Q: I have a small planar molecule: a boron atom that holds an amino group, a fluorine and one further group. I want to know how much energy it takes to remove an electron when that further group is a second fluorine. May I read it off from electronegativity?

Ansatz 0.2.0, gas phase: vertical ionisation energies of *B(N)F (SMILES; * is the varied group, the marked atom is the boron that carries it) at the neutrals' PBE0-D4/def2-TZVP geometries. CCSD(T) is frozen-core and estimates the basis-set limit, as a rule by a focal-point scheme: HF and MP2 correlation are extrapolated from def2-TZVPP and def2-QZVPP, and CCSD(T) less MP2 comes from def2-TZVPP alone. The outputs for *C also hold a cation and a neutral whose CCSD(T) correlation was itself extrapolated from both sets. The functionals and HF use def2-TZVPP. Open shells are unrestricted.

| group * | formula | binding atom | its electronegativity | point group | bond from the marked atom to the group (Å) | CCSD(T) ionisation energy (eV) | -HOMO, PBE0-D4 (eV) | cation less neutral, PBE0-D4 (eV) | cation less neutral, r2SCAN-D4 (eV) | cation less neutral, HF (eV) | <S^2> of the HF cation |
| --- | --- | --- | --- | --- | --- | --- | --- | --- | --- | --- | --- |
| *C | CH5BFN | C | 2.550 | Cs | 1.566 | 11.06 | 8.28 | 10.80 | 10.66 | 9.50 | 0.759 |
| *N | BFH4N2 | N | 3.040 | C2v | 1.409 | 9.97 | 7.15 | 9.53 | 9.35 | 8.88 | 0.824 |
| *Cl | BClFH2N | Cl | 3.160 | Cs | 1.766 | 11.35 | 8.57 | 10.95 | 10.78 | 10.03 | 0.762 |
| *O | BFH3NO | O | 3.440 | Cs | 1.363 | 11.05 | 8.12 | 10.72 | 10.54 | 9.66 | 0.761 |
| *OC(C)C | C3H9BFNO | O | 3.440 | C1 | 1.358 | 10.22 | 7.60 | 9.68 | 9.39 | 9.07 | 0.769 |
| *F | BF2H2N | F | 3.980 | C2v | 1.329 | ? | ? | ? | ? | ? | 0.759 |

A: Not from electronegativity alone. Going from methyl (*C) to amino (*N), Pauling's electronegativity of the binding atom rises, yet the CCSD(T) ionisation energy falls by 1.09 eV. Hydroxyl (*O) and isopropoxy (*OC(C)C) both bind through oxygen and still differ by 0.83 eV. At least one more influence must be at work.

Q: What does electronegativity get right, then?

A: It describes withdrawal. I take the electron to leave mainly from the lone pair of the amino nitrogen, which is the usual picture for such molecules, though the table doesn't locate the hole. A group that pulls electrons towards itself leaves the boron more positive. The lone pair on the neighbouring nitrogen is then held more tightly, and the ionisation energy rises.

Q: And the second influence?

A: Boron has an empty p orbital perpendicular to the molecular plane. The amino lone pair spreads into it, which lowers that lone pair's energy and makes the electron harder to remove. If the further group has a lone pair of the same symmetry, it competes for the same empty orbital. The two lone pairs mix, and the upper, out-of-phase combination lies higher than the amino level would without a competitor. This π donation therefore works against withdrawal.

Q: How strong is it?

A: Consider two limits. If the group's lone pair lies far below that of the amino group, the two hardly mix and donation fades. If the two levels are equal, mixing is complete. With two equivalent amino groups, the out-of-phase combination has a node at boron, so the empty orbital can't stabilise it at all.

Q: So *N is the second limit, and that's why it is lowest?

A: That is the likely reason, and the orbital energies support it. The column -HOMO is the highest occupied orbital energy of the neutral molecule with its sign reversed. From *O to *N it falls by 8.12 − 7.15 = 0.97 eV with PBE0, close to the CCSD(T) drop of 1.08 eV. Most of the effect is thus already present in the neutral molecule, as the node argument requires.

Q: Does isopropoxy follow the same explanation?

A: Perhaps in part. An alkyl group is expected to raise the oxygen's lone pair towards the amino level, so that the two mix more. From hydroxyl to isopropoxy, -HOMO does fall, by 0.52 eV with PBE0, but the energy of the cation less that of the neutral falls by 1.04 eV. The second quantity also depends on how the other electrons respond to the hole and on how far the hole spreads. Alkyl groups are known to polarise towards a positive charge and so stabilise the cation. Yet in Hartree–Fock runs the response energy, by which the cation less the neutral falls below -HOMO, is almost the same for both molecules, so a stronger response isn't shown to be the cause. A hole that spreads into the alkoxy group is another possibility. PBE0 may exaggerate that, since such functionals tend to favour spread-out holes too much; the CCSD(T) drop is 0.83 eV. The comparison isn't clean either. The hydroxyl hydrogen points towards the amino side, while the much smaller dipole moment computed for the isopropoxy molecule suggests that its alkyl group points towards the fluorine. Such a turn can itself shift the ionisation energy.

Q: Which rows can guide me to fluorine?

A: I would use *C, *Cl and *O. In *N two equal groups can share the hole, and in isopropoxy a large alkyl group may share it or respond to it; I expect neither of fluorine. A straight line through methyl and chlorine, treated as weak π donors, stands for withdrawal. Its slope is (11.35 − 11.06)/(3.16 − 2.55) ≈ 0.475 eV per unit of electronegativity.

Q: What does the line give for fluorine?

A: Start from methyl and move up to fluorine's electronegativity:

11.06 + 0.475 × (3.98 − 2.55) ≈ 11.74 eV.

This is the limit in which fluorine donates no more than the line assumes. For hydroxyl the same line gives 11.48 eV, but the table has 11.05 eV. I read the shortfall of 0.43 eV as oxygen's donation.

Q: So *C and *O agree because two effects cancel?

A: On this reading, yes. Oxygen withdraws more than methyl but gives some of the gain back through its lone pair. Their difference of 0.01 eV is too small to rank them.

Q: Where does fluorine belong between the limits?

A: Its lone pairs lie deeper than oxygen's, so it should mix less with the amino lone pair. The shortfall should lie between zero and oxygen's 0.43 eV, and I take the midpoint because I have no firmer way to divide the interval:

11.74 − 0.43/2 ≈ 11.52 eV.

My range is 11.22 to 11.82 eV. I am firm that *F lies above *O, and I think it probably lies above *Cl, though the range includes chlorine's value.

Q: Why is the range wider than the bracket itself?

A: Because the anchors are uncertain. Chlorine is easily polarised and may carry part of the hole, which would change the slope. Each molecule was computed in one conformer, not always the lowest, so hydroxyl has one orientation only. The coupled-cluster cation can also belong to a higher state than the cation found by the functionals. The CCSD(T) values are themselves estimates of the basis-set limit, and as a rule their part beyond MP2 comes from def2-TZVPP alone. Methyl is the exception: its 11.06 eV comes from a matched pair in which the CCSD(T) correlation of both cation and neutral was extrapolated directly. With both made by the focal-point scheme the result is 11.07 eV, so the choice of scheme hardly moves this anchor. The same construction with PBE0 energies, raised by the mean gap to CCSD(T), gives 11.33 eV, which is inside the range.

Q: Could I use PBE0 instead of the expensive method?

A: Yes, if you take the energy of the cation less that of the neutral and allow for an offset. For the three anchors it lies below the CCSD(T) estimates by 0.33 eV on average, and I forecast the same gap for fluorine, within ±0.15 eV. That offset includes whatever basis-set error the estimates keep. Don't use -HOMO as an ionisation energy. It is more than 2 eV lower still, a known failing of such functionals.

Q: Let me see the result.

The withheld rows as computed:

| group * | formula | binding atom | its electronegativity | point group | bond from the marked atom to the group (Å) | CCSD(T) ionisation energy (eV) | -HOMO, PBE0-D4 (eV) | cation less neutral, PBE0-D4 (eV) | cation less neutral, r2SCAN-D4 (eV) | cation less neutral, HF (eV) | <S^2> of the HF cation |
| --- | --- | --- | --- | --- | --- | --- | --- | --- | --- | --- | --- |
| *F | BF2H2N | F | 3.980 | C2v | 1.329 | 11.63 | 8.65 | 11.39 | 11.25 | 10.16 | 0.759 |

A: The CCSD(T) value, a focal-point estimate of the basis-set limit, is 11.63 eV. The forecast was too low by 0.11 eV, well inside its range. Fluorine lies 0.58 eV above hydroxyl and 0.28 eV above chlorine, so both statements about the order hold. The PBE0 gap is 0.24 eV instead of 0.33 eV, also within its range.

Q: Does the miss tell us how much fluorine donates?

A: It points to less than I assumed. Fluorine falls 0.11 eV short of the line, about a quarter of oxygen's shortfall, whereas I had taken half. That agrees with a deep lone pair that mixes weakly. It isn't a measurement of donation, because the shortfall depends on where the line runs, and chlorine fixes its slope.

Q: Is there a sign that chlorine is a poor anchor?

A: There is. With PBE0, -HOMO is only 0.08 eV larger for fluorine than for chlorine, but the cation less the neutral differs by 0.44 eV. The step from the first quantity to the second is thus smaller for chlorine. In PBE0 this step shrinks when the hole spreads over more atoms, and also when the other electrons respond more strongly. A hole partly on chlorine would do this, and so would chlorine's large polarisability. Hartree–Fock runs lean towards the first: their response energy is smaller for chlorine than for methyl or hydroxyl. They don't prove it, because the location of the hole isn't printed.

Q: What would that do to your model?

A: If either effect lowers chlorine's value, the line through it is too flat to represent withdrawal alone. A steeper line would give both oxygen and fluorine larger shortfalls. The forecast can therefore succeed while its division into withdrawal and donation remains approximate. The estimate built from PBE0 shows how much the slope matters: it came out 11.63 − 11.33 = 0.30 eV too low. Fluorine's PBE0 value even lies above the PBE0 line through methyl and chlorine, so there the distance from the line can't be read as donation at all.

Q: And how do the methods compare now that all six rows are known?

A: PBE0's cation less neutral is too low in every row, by 0.24 to 0.54 eV relative to CCSD(T), and it keeps the same order. These gaps aren't pure errors of PBE0: the CCSD(T) reference is as a rule a focal-point estimate, with its part beyond MP2 taken from def2-TZVPP alone, and its cation may hold the hole in another orbital. Hartree–Fock is too low by 1.1 to 1.6 eV. It leaves out electron correlation, which stabilises the neutral molecule more because that has one more electron. The CCSD(T) value for *N is among the less secure ones: its Hartree–Fock cation has ⟨S²⟩ = 0.824, against 0.75 for a pure state with one unpaired electron. The coupled-cluster runs also need large single excitations for the cations of *N, *Cl and *OC(C)C, which is a further reason for caution with chlorine as an anchor. The printed output after this text lists the gaps row by row.

Q: Would the same groups behave alike on a benzene ring?

A: Their order as donors carries over, but the electron comes from a different place. There it leaves from the ring's own π system, to which the group is directly attached. Amino lowers the ionisation energy strongly and hydroxyl less so, while fluorine leaves it close to that of benzene because its withdrawal and donation nearly cancel. In our molecule boron stands between the fluorine and the amino lone pair. The table has no row with hydrogen as the group, so it can't show whether the two effects nearly cancel here too; it shows only that fluorine lies above the other groups.

Q: So for a related group I should ask two questions?

A: Yes. Ask first how strongly it withdraws, and then how close its lone pair lies to the level that loses the electron. A strong withdrawer with a deep lone pair gives a high ionisation energy, as fluorine does here compared with methyl or hydroxyl. A group whose lone pair matches the amino level can lower it even where electronegativity suggests a rise, as a second amino group does here compared with methyl. If the group is large or easily polarised, compute the cation as well, because the neutral's orbitals don't contain its response.

Output of the analysis:

```
N less C, CCSD(T), eV: -1.09
O less N, CCSD(T), eV: 1.08
O less OC(C)C, CCSD(T), eV: 0.83
O less OC(C)C, PBE0 cation less neutral, eV: 1.04
O less OC(C)C, PBE0 -HOMO, eV: 0.52
slope of the line through C and Cl, eV per Pauling unit: 0.4754
line and gaps in eV:
      row  line through C and Cl  line less CCSD(T)  CCSD(T) less PBE0  CCSD(T) less HF
       *C                  11.06                  0               0.26             1.56
       *N                  11.29              1.323               0.44             1.09
      *Cl                  11.35                  0                0.4             1.32
       *O                  11.48             0.4331               0.33             1.39
  *OC(C)C                  11.48              1.263               0.54             1.15
       *F                  11.74             0.1098               0.24             1.47
F if it donates no more than the line assumes, eV: 11.74
F if it falls short as much as O, eV: 11.31
FORECAST for F, eV: 11.52
lower end of the forecast range, eV: 11.22
upper end of the forecast range, eV: 11.82
same construction on PBE0 plus mean gap, eV: 11.33
forecast of the gap CCSD(T) less PBE0 for F (error bar 0.15), eV: 0.33
COMPUTED CCSD(T) value for F, eV: 11.63
miss, forecast less computed, eV: -0.1067
miss of the PBE0 gap, forecast less computed, eV: 0.09
computed F less O, CCSD(T), eV: 0.58
computed F less Cl, CCSD(T), eV: 0.28
computed F less Cl, PBE0 cation less neutral, eV: 0.44
computed F less Cl, PBE0 -HOMO, eV: 0.08
```
